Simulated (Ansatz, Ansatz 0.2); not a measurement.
# Five Raman lines of β-Si₃N₄ from LDA to r2SCAN: the two lowest modes as the test

## Background

The reference is a set of room-temperature micro-Raman lines, excited at 514.5 nm, from "Raman Investigation on Silicon Nitride Chips after Soldering onto Copper Substrates" (2024, PubMed Central 11356354). The sample was an unmounted chip, 120 µm thick, with a gold-metallised bottom face. Five lines are compared here: three of $E_{2g}$ symmetry, one $E_{1g}$ and one $A_g$. All five lie somewhat below the literature experimental values tabulated in the same source, by about 1.5 to 4 cm⁻¹. As a rough recollection, other determinations of the two lowest lines mostly lie higher, by roughly 0.8 % for $E_{2g}(1)$ and 1 % for $E_{1g}(1)$. The chip is a ceramic, and such material usually contains sintering additives and may dissolve some Al and O, whereas the calculation treats the pure, stress-free crystal.

| compared with | measured | source's wording or label | T (K) | method |
| --- | --- | --- | --- | --- |
| E2g(1) (cm⁻¹) | 183.5 | – | room temperature | micro-Raman, 514.5 nm |
| E1g(1) (cm⁻¹) | 226.2 | E1g (low frequency) | room temperature | micro-Raman, 514.5 nm |
| E2g(3) (cm⁻¹) | 617.1 | – | room temperature | micro-Raman, 514.5 nm |
| Ag(3) (cm⁻¹) | 729.5 | – | room temperature | micro-Raman, 514.5 nm |
| E2g(5) (cm⁻¹) | 1044.9 | – | room temperature | micro-Raman, 514.5 nm |

Conditions are those given with the value in the passage it was taken from; "not stated" means there, and the paper may say more elsewhere. The values are a selection: others may have been left out beforehand as unlike or outlying.

## Strategy

I want the cheapest level of theory that places each of the five lines within 2 % of the measured value. That is about 4 cm⁻¹ for the lowest line and about 21 cm⁻¹ for the highest. I choose this limit because it is tight enough to expose the systematic softening or stiffening that a functional brings through its bond lengths and force constants, while leaving room for the difference between a harmonic frequency of the static lattice and a line measured at room temperature, which in a stiff covalent nitride I put at roughly 0.5 to 2 %, usually with the measured line lower.

The model is the 14-atom cell of $P6_3/m$, the generally accepted space group, non-magnetic and with fixed occupations. The starting cell comes from a measured structure, so the relaxed volume gives a second view of each functional. Raman-active modes are even under inversion and carry no macroscopic field, so the zone-centre force constants suffice for them. I assign modes by symmetry and eigenvector. Since the measured lines were linked by rank or by nearness in frequency, part of any agreement may come from the assignment.

I begin with LDA at a low cutoff and a thin mesh, then tighten the settings, and change the functional if the converged numbers call for it. I also plan to test cutoff and mesh on one of the functionals; such a test does not by itself carry over to another.

System: Si3N4 (beta); P6_3/m (No. 176), 14 atoms in the cell, cell vectors 7.604, 7.604, 2.906 Å and 10.40 Å^3 per atom at the start, from a measured structure (Crystallography Open Database).

On the selection of runs and values: The measured rows are a selection: values that the sources give but that could not be checked or linked are left out, so a count of matches says nothing of those. Where several modes share a symmetry and the source gives only some of them, the measured line was linked to the nearest in the reference run, so part of the agreement of that run is built in; lines without a clear link are left out. Some runs of other programs are left out: those with known faults of files, cutoffs or set-up, Quantum ESPRESSO responses under gradient functionals that neither frozen phonons nor a second program bore out, and runs near the switch of a dispersion correction.

## 1. LDA at light settings

A local functional with a low cutoff and few k-points is the least costly start. LDA usually contracts the lattice a little, which tends to stiffen the bond-stretching modes; the low cutoff may blur this, and I expect the two lowest lines to be the most sensitive to it.

**Run 1.** Ansatz 0.2: LDA, PAW set soft_1 (files made for PBE); cell and atoms relaxed at this level to looser thresholds; cutoff 260 eV; k 3×3×4; fixed occupations; linear response, zone centre.

Key lines of the input:
```
crystal:
  lattice:
    - [7.5725335831, 0.0, 0.0]
    - [-3.7862667916, 6.558006454, 0.0]
    - [0.0, 0.0, 2.898544811]
kpoints:
  mp_grid: { grid: [3, 3, 4] }
hamiltonian:
  xc: lda
  pseudopotentials: { kind: paw, azcp: { folder: soft_1 }, xc_functional: pbe }
scf:
  occupations: { method: fixed }
basis:
  ecutwfc: 260.0
phonons:
  method: dfpt
```

Command:
```
ansatz run input.yaml --threads 4 --pin off --max-ram 8192MiB --backend cpu --events-out ev --progress --plain --runs-dir out
```

Selected lines of the output:
```
Warning: basis.ecutwfc = 260 eV is below the records' recommended 420 eV, and the density's cutoff is lower with it unless basis.ecutrho_ratio is high enough to keep the records' density cutoff: compare with a run at a higher …
SCF converged after 10 iterations
  Γ frequencies (cm⁻¹): 0.00 0.00 0.00 175.05 175.05 199.32 219.20 219.20 243.56 263.98 297.41 297.41 354.50 391.99 418.04 418.04 434.61 434.61 450.24 548.07 557.47 557.47 612.48 612.48 649.12 719.33 861.25 872.56 872.56 879.12 879.12 894.21 897.04 897.04 …
```

Converged; 49 s on 4 cores of Intel Xeon at 2.50GHz (Skylake/Cascade Lake), shared host. Warnings: cutoff_below_recommended (in short: A typed cutoff is below a recommended value, from the records, the datasets' recipe or DFPT's needs, possibly lowering the density cutoff; compare with a higher-cutoff run).

| quantity | run 1 | measured | deviation |
| --- | --- | --- | --- |
| E2g(1) (cm⁻¹) | 175.1 | 183.5 | −8.4 (−4.6 %) |
| E1g(1) (cm⁻¹) | 219.2 | 226.2 | −7.0 (−3.1 %) |
| E2g(3) (cm⁻¹) | 612.5 | 617.1 | −4.6 (−0.7 %) |
| Ag(3) (cm⁻¹) | 719.3 | 729.5 | −10.2 (−1.4 %) |
| E2g(5) (cm⁻¹) | 1043.5 | 1044.9 | −1.4 (−0.1 %) |
| volume per atom (Å³) | 10.28 |  |  |
| highest mode, no field (cm⁻¹) | 1064.1 |  |  |

Three of the five lines are within 2 %, but the two lowest miss on the low side, $E_{2g}(1)$ by 4.6 % and $E_{1g}(1)$ by 3.1 %. If the measured lines lay higher, as I roughly recall for these two, both misses would widen. The volume per atom is 10.28 Å³ against 10.40 Å³ for the diffraction cell, the slight contraction I had expected of LDA. The stiffening I had associated with it does not show as an excess over the measurement: all five frequencies lie below the measured ones.

I do not hold this against LDA yet. The cutoff of 260 eV is far below the 420 eV recommended for these PAW files, which is what the warning says, and the mesh along the short $c$ axis is thin as well.

## 2. LDA at the recommended cutoff

I keep the functional and raise the cutoff to the recommended value, with a denser mesh along $c$ and a tighter relaxation. This changes several settings together, so it will not tell them apart, but it will show whether the low modes are soft because of the settings or because of LDA. I expect them to move by more, in relative terms, than the three higher lines.

**Run 2.** Ansatz 0.2: LDA, PAW set soft_1 (files made for PBE); cell and atoms relaxed at this level; cutoff 420 eV; k 3×3×8; fixed occupations; linear response, zone centre.

Key lines of the input:
```
crystal:
  lattice:
    - [7.5735552015, 0.0, 0.0]
    - [-3.7867776008, 6.5588912015, 0.0]
    - [0.0, 0.0, 2.8914314448]
kpoints:
  mp_grid: { grid: [3, 3, 8] }
hamiltonian:
  xc: lda
  pseudopotentials: { kind: paw, azcp: { folder: soft_1 }, xc_functional: pbe }
scf:
  occupations: { method: fixed }
phonons:
  method: dfpt
```

Selected lines of the output:
```
SCF converged after 10 iterations
  Γ frequencies (cm⁻¹): 0.00 0.00 0.00 176.87 176.87 198.05 219.04 219.04 241.28 262.79 296.82 296.82 357.51 396.05 416.70 416.70 438.21 438.21 451.56 548.50 558.75 558.75 612.29 612.29 649.54 723.46 856.99 866.79 866.79 870.78 870.78 884.79 895.29 895.29 …
```

Converged; 2.7 min on the same hardware.

| quantity | run 2 | measured | deviation |
| --- | --- | --- | --- |
| E2g(1) (cm⁻¹) | 176.9 | 183.5 | −6.6 (−3.6 %) |
| E1g(1) (cm⁻¹) | 219.0 | 226.2 | −7.2 (−3.2 %) |
| E2g(3) (cm⁻¹) | 612.3 | 617.1 | −4.8 (−0.8 %) |
| Ag(3) (cm⁻¹) | 723.5 | 729.5 | −6.0 (−0.8 %) |
| E2g(5) (cm⁻¹) | 1038.9 | 1044.9 | −6.0 (−0.6 %) |
| volume per atom (Å³) | 10.26 |  |  |
| highest mode, no field (cm⁻¹) | 1058.1 |  |  |

The better settings do not remove the miss. $E_{2g}(1)$ rises by 1.8 cm⁻¹ but is still 3.6 % low, and $E_{1g}(1)$ hardly moves and stays 3.2 % low. My expectation about the low modes holds only for the first of them. The three higher lines are all within 1 %, so LDA at the recommended cutoff fails the target on the two lowest lines alone.

The volume has changed little, to 10.26 Å³ per atom, which is 1.3 % below the diffraction cell. A general softness of the force constants would not single out the two lowest lines in this way. I conjecture that these modes involve tilting of nearly rigid SiN₄ units, which can respond to compression differently from bond stretching.

## 3. Two gradient functionals, PBEsol and PBE

The next step up is a gradient correction, at the same cutoff and mesh so that the functional is what changes, along with the cell it relaxes to. PBEsol should give a cell near the measured one and PBE a somewhat larger one, so the pair also shows how the low modes follow the volume. I expect PBE to lower the stretching modes by a few per cent, which could cost it the upper lines. If my conjecture about tilting is right, the two lowest lines should suffer less from the expansion, or even rise.

**Run 3.** Ansatz 0.2: PBEsol, PAW set soft_1 (files made for PBE); cell and atoms relaxed at this level; cutoff 420 eV; k 3×3×8; fixed occupations; linear response, zone centre.

Key lines of the input:
```
crystal:
  lattice:
    - [7.6245160232, 0.0, 0.0]
    - [-3.8122580116, 6.6030245677, 0.0]
    - [0.0, 0.0, 2.9104249995]
kpoints:
  mp_grid: { grid: [3, 3, 8] }
hamiltonian:
  xc: pbesol
  pseudopotentials: { kind: paw, azcp: { folder: soft_1 }, xc_functional: pbe }
scf:
  occupations: { method: fixed }
phonons:
  method: dfpt
```

Selected lines of the output:
```
SCF converged after 11 iterations
  Γ frequencies (cm⁻¹): 0.00 0.00 0.00 174.03 174.03 195.05 216.45 216.45 234.73 258.50 292.84 292.84 348.14 386.58 406.14 406.14 428.61 428.61 441.81 539.93 548.85 548.85 601.04 601.04 638.70 707.92 841.02 850.75 850.75 854.49 854.49 868.48 879.02 879.02 …
```

Converged; 6.7 min on the same hardware.

**Run 4.** Ansatz 0.2: PBE, PAW set soft_1; cell and atoms relaxed at this level; cutoff 420 eV; k 3×3×8; fixed occupations; linear response, zone centre.

Key lines of the input:
```
crystal:
  lattice:
    - [7.6631795705, 0.0, 0.0]
    - [-3.8315897853, 6.6365081818, 0.0]
    - [0.0, 0.0, 2.9262732569]
kpoints:
  mp_grid: { grid: [3, 3, 8] }
hamiltonian:
  xc: pbe
  pseudopotentials: { kind: paw, azcp: { folder: soft_1 } }
scf:
  occupations: { method: fixed }
phonons:
  method: dfpt
```

Selected lines of the output:
```
SCF converged after 11 iterations
  Γ frequencies (cm⁻¹): 0.00 0.00 0.00 176.47 176.47 197.86 218.70 218.70 240.78 262.65 296.52 296.52 356.13 392.96 408.48 408.48 429.49 429.49 440.28 538.23 547.75 547.75 594.75 594.75 630.09 701.72 822.40 831.66 831.66 835.12 835.12 848.96 859.49 859.49 …
```

Converged; 2.3 min on the same hardware.

| quantity | run 3 | run 4 | measured |
| --- | --- | --- | --- |
| E2g(1) (cm⁻¹) | 174.0 | 176.5 | 183.5 |
| E1g(1) (cm⁻¹) | 216.4 | 218.7 | 226.2 |
| E2g(3) (cm⁻¹) | 601.0 | 594.8 | 617.1 |
| Ag(3) (cm⁻¹) | 707.9 | 701.7 | 729.5 |
| E2g(5) (cm⁻¹) | 1020.8 | 1006.2 | 1044.9 |
| volume per atom (Å³) | 10.47 | 10.63 |  |
| highest mode, no field (cm⁻¹) | 1040.5 | 1027.2 |  |

Both gradient functionals miss all five lines on the low side. PBE is low by a nearly uniform 3.3 to 3.8 %, while PBEsol is low by 2.3 to 3.0 % on the three upper lines and by 5.2 and 4.3 % on the two lowest. PBEsol has the volume closest to the diffraction cell, 10.47 against 10.40 Å³ per atom, so a good cell does not by itself give good frequencies here.

The upper lines fall steadily from LDA through PBEsol to PBE as the cell grows. The two lowest do not: they drop from LDA to PBEsol and recover with PBE, in a still larger cell. They do suffer less from the expansion between LDA and PBE, as I had expected, but volume alone does not order them, and my conjecture about tilting remains unsettled.

## 4. r2SCAN, with convergence checks on PBEsol

All three functionals leave the low modes more than 3 % soft, which calls for a better description of exchange and correlation. I therefore go to the meta-GGA r2SCAN, with a higher cutoff, and expect stiffer bonds and higher frequencies throughout than with PBE.

Alongside it I test whether the softness comes from the settings, using PBEsol in its relaxed cell, where the low modes are worst: one run with a higher cutoff and one with a denser mesh. I expect shifts well below the 5 % miss. These checks bear on PBEsol only and do not certify the r2SCAN numbers.

**Run 5.** Ansatz 0.2: r2SCAN, PAW set soft_1 (files made for PBE); cell and atoms relaxed at this level; cutoff 500 eV; k 3×3×8; fixed occupations; linear response, zone centre.

Key lines of the input:
```
crystal:
  lattice:
    - [7.6054808518, 0.0, 0.0]
    - [-3.8027404259, 6.5865396257, 0.0]
    - [0.0, 0.0, 2.9056194851]
kpoints:
  mp_grid: { grid: [3, 3, 8] }
hamiltonian:
  xc: r2scan
  pseudopotentials: { kind: paw, azcp: { folder: soft_1 } }
scf:
  occupations: { method: fixed }
phonons:
  method: dfpt
```

Selected lines of the output:
```
SCF converged after 10 iterations
  Γ frequencies (cm⁻¹): 0.00 0.00 0.00 185.14 185.14 209.39 228.39 228.39 254.58 275.69 310.11 310.11 379.49 416.62 433.19 433.19 451.78 451.78 462.59 561.72 572.64 572.64 620.29 620.29 654.73 734.43 853.79 863.59 863.59 867.33 867.33 881.77 893.93 893.93 …
```

Converged; 12 min on 4 cores of AMD EPYC (Zen 3), shared host.

**Run 6.** Ansatz 0.2: PBEsol, PAW set soft_1 (files made for PBE); the cell of the base run at this functional, not relaxed again; cutoff 550 eV; k 3×3×8; fixed occupations; linear response, zone centre.

Key lines of the input, as changed from run 3:
```diff
+ basis:
+   ecutwfc: 550
```

Selected lines of the output:
```
SCF converged after 11 iterations
  Γ frequencies (cm⁻¹): 0.00 0.00 0.00 174.09 174.09 195.03 216.45 216.45 234.75 258.51 292.87 292.87 348.13 386.60 406.10 406.10 428.60 428.60 441.74 539.90 548.83 548.83 600.97 600.97 638.64 707.90 840.83 850.55 850.55 854.27 854.27 868.24 878.81 878.81 …
```

Converged; 5.7 min on 4 cores of Intel Xeon at 2.50GHz (Skylake/Cascade Lake), shared host.

**Run 7.** Ansatz 0.2: PBEsol, PAW set soft_1 (files made for PBE); the cell of the base run at this functional, not relaxed again; cutoff 420 eV; k 4×4×12; fixed occupations; linear response, zone centre.

Key lines of the input, as changed from run 3:
```diff
  kpoints:
-   mp_grid: { grid: [3, 3, 8] }
+   mp_grid: { grid: [4, 4, 12] }
```

Selected lines of the output:
```
SCF converged after 11 iterations
  Γ frequencies (cm⁻¹): 0.00 0.00 0.00 174.03 174.03 195.04 216.45 216.45 234.72 258.51 292.85 292.85 348.16 386.59 406.13 406.13 428.60 428.60 441.81 539.93 548.84 548.84 601.03 601.03 638.70 707.92 841.03 850.76 850.76 854.50 854.50 868.49 879.03 879.03 …
```

Converged; 8.8 min on the same hardware.

| quantity | run 5 | run 6 | run 7 | measured |
| --- | --- | --- | --- | --- |
| E2g(1) (cm⁻¹) | 185.1 | 174.1 | 174.0 | 183.5 |
| E1g(1) (cm⁻¹) | 228.4 | 216.4 | 216.4 | 226.2 |
| E2g(3) (cm⁻¹) | 620.3 | 601.0 | 601.0 | 617.1 |
| Ag(3) (cm⁻¹) | 734.4 | 707.9 | 707.9 | 729.5 |
| E2g(5) (cm⁻¹) | 1048.0 | 1020.6 | 1020.8 | 1044.9 |
| volume per atom (Å³) | 10.40 | 10.47 | 10.47 |  |
| highest mode, no field (cm⁻¹) | 1068.7 | 1040.3 | 1040.5 |  |

r2SCAN brings all five lines within the target. They lie above the measured values by 0.3 to 1.0 %, and the two lowest, which every earlier level left more than 3 % soft, are now 1.6 and 2.2 cm⁻¹ high. All five frequencies are higher than with PBE, as I had expected. The relaxed volume of 10.40 Å³ per atom matches the diffraction cell to the digits of the table.

The PBEsol checks rule out the cutoff and the mesh as the source of that functional's misses at its relaxed cell. Raising the cutoff to 550 eV moves the five lines by at most 0.2 cm⁻¹, and the denser mesh by less than 0.1 cm⁻¹, against a miss of more than 9 cm⁻¹ in each. For r2SCAN itself, neither the convergence with cutoff and mesh nor the effect of using PAW files made for PBE is shown in this report.

## Results at a glance

| run | settings | E2g(1) (cm⁻¹) | E1g(1) (cm⁻¹) | E2g(3) (cm⁻¹) | Ag(3) (cm⁻¹) | E2g(5) (cm⁻¹) | mean abs. dev. of these columns (%) | cost |
| --- | --- | --- | --- | --- | --- | --- | --- | --- |
| 1 | LDA, PAW set soft_1 (files made for PBE), cell and atoms relaxed at this level to looser thresholds, cutoff 260 eV, k 3×3×4 | 175.1 | 219.2 | 612.5 | 719.3 | 1043.5 | 2.0 | 3.3 core-min |
| 2 | LDA, PAW set soft_1 (files made for PBE), cell and atoms relaxed at this level, cutoff 420 eV, k 3×3×8 | 176.9 | 219.0 | 612.3 | 723.5 | 1038.9 | 1.8 | 11 core-min |
| 3 | PBEsol, PAW set soft_1 (files made for PBE), cell and atoms relaxed at this level, cutoff 420 eV, k 3×3×8 | 174.0 | 216.4 | 601.0 | 707.9 | 1020.8 | 3.5 | 27 core-min |
| 4 | PBE, PAW set soft_1, cell and atoms relaxed at this level, cutoff 420 eV, k 3×3×8 | 176.5 | 218.7 | 594.8 | 701.7 | 1006.2 | 3.7 | 9.3 core-min |
| 5 | r2SCAN, PAW set soft_1 (files made for PBE), cell and atoms relaxed at this level, cutoff 500 eV, k 3×3×8 | 185.1 | 228.4 | 620.3 | 734.4 | 1048.0 | 0.7 | 48 core-min |
| 6 | PBEsol, PAW set soft_1 (files made for PBE), the cell of the base run at this functional, not relaxed again, cutoff 550 eV, k 3×3×8 | 174.1 | 216.4 | 601.0 | 707.9 | 1020.6 | 3.5 | 23 core-min |
| 7 | PBEsol, PAW set soft_1 (files made for PBE), the cell of the base run at this functional, not relaxed again, cutoff 420 eV, k 4×4×12 | 174.0 | 216.4 | 601.0 | 707.9 | 1020.8 | 3.5 | 35 core-min |
|  | measured | 183.5 | 226.2 | 617.1 | 729.5 | 1044.9 |  |  |

Further runs on the same system, made beside this series (convergence steps with loose settings among them):

| further | settings | E2g(1) (cm⁻¹) | E1g(1) (cm⁻¹) | E2g(3) (cm⁻¹) | Ag(3) (cm⁻¹) | E2g(5) (cm⁻¹) | mean abs. dev. of these columns (%) | cost | status |
| --- | --- | --- | --- | --- | --- | --- | --- | --- | --- |
| F1 | PBE+D3(BJ), PAW set soft_1, cell and atoms relaxed at this level, D3 force constants at frozen C6 weights, cutoff 420 eV, k 3×3×8, linear response | 173.9 | 218.7 | 604.6 | 711.6 | 1026.7 | 3.0 | 9.8 core-min |  |
| F2 | PBEsol, PAW set soft_1 (files made for PBE), the cell of the base run at this functional, not relaxed again, cutoff 250 eV, k 3×3×8, linear response | 162.1 | 215.2 | 603.4 | 702.5 | 1031.0 | 4.8 | 8.7 core-min | warnings: cutoff_below_recommended |
| F3 | PBEsol, PAW set soft_1 (files made for PBE), the cell of the base run at this functional, not relaxed again, cutoff 340 eV, k 3×3×8, linear response | 173.4 | 216.3 | 600.9 | 708.0 | 1020.2 | 3.6 | 11 core-min | warnings: cutoff_below_recommended |
| F4 | PBEsol, PAW set soft_1 (files made for PBE), the cell of the base run at this functional, not relaxed again, cutoff 420 eV, k 3×3×8, finite displacements of 0.01 Å | 174.0 | 216.4 | 601.0 | 707.9 | 1020.9 | 3.5 | 12 core-min | warnings: vibrations_at_or_below_zero |
| F5 | PBEsol, PAW set soft_1 (files made for PBE), the cell of the base run at this functional, not relaxed again, cutoff 420 eV, k 3×3×8, finite displacements of 0.06 Å | 173.5 | 215.8 | 600.5 | 707.9 | 1022.6 | 3.6 | 13 core-min | warnings: vibrations_at_or_below_zero |
| F6 | PBEsol, PAW set soft_1 (files made for PBE), the cell of the base run at this functional, not relaxed again, cutoff 420 eV, k 2×2×4, linear response | 174.2 | 216.6 | 601.3 | 708.4 | 1020.6 | 3.4 | 7.9 core-min |  |
| F7 | PBEsol, PAW set soft_1 (files made for PBE), the cell of the base run at this functional, not relaxed again, cutoff 420 eV, k 2×2×6, linear response | 173.8 | 216.5 | 601.2 | 708.2 | 1021.1 | 3.5 | 9.4 core-min |  |
|  | measured | 183.5 | 226.2 | 617.1 | 729.5 | 1044.9 |  |  |  |

## How well does the simulation do?

r2SCAN meets the target: all five lines lie within 2 % of the measured values, 0.3 to 1.0 % above them, at 48 core-minutes. It is the cheapest level shown here that does so. If the two lowest measured lines lay higher, as I roughly recall, r2SCAN would agree with them even more closely.

LDA places the three upper lines within 1 % but leaves the two lowest more than 3 % soft. PBEsol and PBE miss all five, and adding D3 to PBE raises the upper lines but lowers $E_{2g}(1)$ further.

The small excess of r2SCAN has the sign and size expected of harmonic frequencies compared with room-temperature lines, which in stiff solids typically lie 0.5 to 2 % lower. Allowing for this keeps r2SCAN within the target and widens the misses of the other functionals. Residual stress, additives or calibration may also have lowered the measured $A_g$ line slightly. The relaxed volume agrees with the diffraction cell, so I see no sign that a wrong cell is compensating for wrong force constants.

The change of functional was the decisive step. The light LDA run added little to the one at the recommended cutoff. For PBEsol, a higher cutoff, a denser mesh and small finite displacements all reproduce the frequencies within 0.2 cm⁻¹, so its misses do not come from these settings. A cutoff of 250 eV, by contrast, lowers its $E_{2g}(1)$ by 11.9 cm⁻¹.

The convergence of r2SCAN itself and the effect of its PBE-made PAW files are not shown in this report. Nor do these runs settle why LDA and PBEsol soften the two lowest modes more than the upper ones, while PBE is low on all five almost uniformly. Part of the agreement may also stem from how the lines were assigned, and five lines do not rank the functionals for the whole spectrum.

[Logs are printed without paths, hosts, clocks, repeated set-up lines and the standing remarks that a program may print on its own settings, such as how far it seeks lower states.]

[The runs shown are a pick from a larger set of finished runs; failed, doubtful and other runs were left out of it ahead of writing. So were measured values far from every level or from commonly accepted values, and agreement can look better than it is. Lines of input and output are excerpts and may be shortened.]

[Runs of ph.x under gradient-corrected functionals stand here only where frozen phonons or a second program bore them out within 2 % or 4 cm⁻¹; runs with faulty potential files or cells spoilt by a short basis are left out.]
